\section*{Moving one knob at a time in a coupled toroid laser}

Two Er-doped silica toroids, $a$ and $b$, lase near the typical Er wavelength of 1550 nm, and a chromium-coated fibre tip in the evanescent field of $b$ adds loss. Fields vary as $e^{-i\omega t}$. The net small-signal amplitude gains are $g_a$ and $g_b$, the coupling is $\kappa$ and the detuning $\Delta$:
\begin{equation}
i\frac{d}{dt}\begin{pmatrix}a\\ b\end{pmatrix}=
\begin{pmatrix}\omega_0+\Delta/2+ig_a&\kappa\\ \kappa&\omega_0-\Delta/2+ig_b\end{pmatrix}
\begin{pmatrix}a\\ b\end{pmatrix},
\end{equation}
\begin{equation}
\omega_\pm=\omega_0+\frac{i(g_a+g_b)}{2}\pm\sqrt{\kappa^2+\frac{[\Delta+i(g_a-g_b)]^2}{4}} .
\label{eig}
\end{equation}
For $\Delta=0$ the root is $\sqrt{\kappa^2-(g_a-g_b)^2/4}$, and it vanishes at the exceptional point (EP). I call the larger imaginary part $\sigma$ and quote every rate divided by $2\pi$, in MHz. A typical $Q$ of $10^7$ gives an amplitude decay $\nu/2Q=9.7$ MHz, which sets the scale of my assumed inputs: main mode $g_0=20$, competitor $g_1=18$, so $\delta=g_0-g_1=2$. All results are the model's.

In the balanced pair $g_b=-g_a$ for each mode and $\kappa=g_1$. The competitor sits at its EP with $\sigma_1=0$, and
\begin{equation}
\sigma_0=\sqrt{g_0^2-g_1^2},\qquad \frac{\sigma_0-\sigma_1}{\delta}=\sqrt{\frac{g_0+g_1}{g_0-g_1}} .
\end{equation}
The margin $\sigma_0-\sigma_1$ is 8.72 MHz, 4.36 times that of a lone toroid.

\textbf{Change 1: the loss comes from the tip.} A metal absorbs neighbouring modes alike, so $g_b=-L$ for both; take $L=\kappa=g_1$. The half-contrast $(g_a-g_b)/2$ of the main mode now exceeds $\kappa$ by only $\delta/2$. The root shrinks from about $\sqrt{2\kappa\delta}$ to $\sqrt{\kappa\delta}$, while the mean gain adds $\delta/2$. I predict a drop to about 7.0 MHz. Equation (\ref{eig}) gives
\begin{equation}
\sigma_0=\tfrac12\delta+\tfrac12\sqrt{(g_0-g_1)(g_0+3g_1)}=7.08\ \text{MHz}.
\end{equation}
This is the baseline for the next two changes.

\emph{Question: does the tip not backscatter?} I assume it covers several wavelengths, so both standing waves in $b$ lose equally. A point-like tip would give the one with an antinode on it twice the mean tip loss and the other none, an effect as large as the tip loss itself.

\textbf{Change 2: the gap moves by $d=10$ nm.} Take $\kappa\propto e^{-qd}$ with $q=(2\pi/\lambda)\sqrt{n^2-1}=4.2\ \mu\text{m}^{-1}$, using the typical silica index 1.44; the effective index is lower, so this $q$ is an upper estimate. Opening the gap frees the competitor with infinite initial slope, $\sigma_1\approx g_1\sqrt{2qd}=5.2$ MHz, while $\sigma_0$ rises smoothly. Closing it leaves $\sigma_1=0$ and drags the main mode towards its own EP. The margin should fall in both directions. With $\kappa=17.26$ and 18.77 MHz the table confirms this. After 13 nm of closing, $\kappa=(g_0+L)/2$, the main mode becomes a doublet, and the margin is $\delta/2$, half that of a lone toroid.

\textbf{Change 3: the tip detunes $b$ by $\Delta=1$ MHz.} At the competitor's EP the radicand is $i\Delta g_1+\Delta^2/4$. Either sign of $\Delta$ therefore gives growth, $\sigma_1\approx\sqrt{|\Delta|g_1/2}=3.0$ MHz, whereas $\sigma_0$ changes only in second order.

\begin{center}
\begin{tabular}{lccc}
case (MHz) & $\sigma_0$ & $\sigma_1$ & margin\\ \hline
balanced & 8.72 & 0 & 8.72\\
flat tip loss & 7.08 & 0 & 7.08\\
gap opened & 8.94 & 5.11 & 3.83\\
gap closed & 3.93 & 0 & 3.93\\
detuned & 7.25 & 2.98 & 4.27
\end{tabular}
\end{center}

\textbf{Change 4: we pump the lossy toroid.} Keep the main mode alone, $\Delta=0$. Setting $\omega=\omega_0+is$ gives
\begin{equation}
s^2-(g_a+g_b)s+g_ag_b+\kappa^2=0 .
\end{equation}
Both roots have negative real part only if their sum is negative and their product positive. With $g_b=-L$ the threshold is therefore
\begin{equation}
g_{\rm th}=\min(L,\ \kappa^2/L).
\label{th}
\end{equation}
A large loss expels the field from $b$, so the lasing supermode hardly feels it. Pumping $b$ lowers $L$, the field returns, and the threshold rises until $L=\kappa$. If $g_a<\kappa$, the pair is dark for $g_a<L<\kappa^2/g_a$. Assume $g_a=12$, $\kappa=18$ and initially $L=40$. Then $g_{\rm th}=8.1$ and $\sigma=4.76$ MHz, so the pair lases. As the pump on $b$ rises, lasing stops at $g_b=-27$, $\sigma$ reaches its minimum $g_a-\kappa=-6$ at the EP, $g_b=g_a-2\kappa=-24$, and lasing returns at $g_b=-12$ MHz.

\emph{Question: can the tip do this without a second pump?} Yes, since only $L$ matters. Assume 10 MHz of the loss is background and 30 MHz comes from the tip, falling with the local intensity as $e^{-2qx}$. Retracting by $x=\ln(30/17)/2q=68$ nm switches the laser off, and $\ln(30/2)/2q=0.32\ \mu$m switches it on again.

\emph{Question: is a larger margin a wider single-mode pump range?} Not by itself. Equation (\ref{th}) gives both modes the same threshold gain, so their separation in gain remains $\delta$. The pair magnifies the difference in small-signal growth rate, which governs the build-up. The steady state needs gain saturation, which this linear model omits; the thresholds of change 4 are unaffected because the fields vanish there.

\emph{Question: why would the competitor find a resonant partner?} This is where the model misses for real toroids. A typical 60 $\mu$m diameter gives a free spectral range $c/n\pi D=1.1$ THz. With the main modes tuned together, holding their neighbours within 1 MHz needs free spectral ranges equal to 0.9 ppm. For a single index $\nu_m=mc/n\pi D$, so the range is $\nu/m$ with $m\approx175$. Tuning two modes of equal order together equalises $nD$ and leaves only a dispersion residue, but each unit of difference in order detunes the neighbours by 6.3 GHz. Reflowed toroids typically differ in diameter at the per cent level. With 1\% the nearest resonances differ in order by about 2, which means $\Delta\approx12$ GHz. The competitor then ignores $b$ and keeps $\sigma_1=18.0$ MHz, so the margin reverses to $-10.9$ MHz. Change 4 involves one tuned resonance and survives.

\emph{Question: and on a chip?} Equation (\ref{eig}) depends only on ratios of rates. For InGaAsP rings assume a net modal power gain $G=50$ cm$^{-1}$ for the competitor, a typical group index $n_g=3.7$ and a radius $r=10\ \mu$m. Then $g_1/2\pi=cG/4\pi n_g=32$ GHz, and the ratio $\Delta/g_1=1/18$ of change 3 means 1.8 GHz. The free spectral range $c/2\pi n_g r$ is 1.3 THz, so in the model $n_gr$ may differ by 0.14\% after the main modes are tuned together. Tuning fixes $2\pi n_{\rm eff}r=mc/\nu$, which makes the range $(\nu/m)(n_{\rm eff}/n_g)$. At an assumed 1550 nm, and with $n_{\rm eff}<n_g$ as is typical, $m$ is below 150, so one unit of order changes the range by more than 0.67\%. The rings must therefore share the order, and the model's 0.14\% then bounds the mismatch in $n_{\rm eff}/n_g$, not in radius.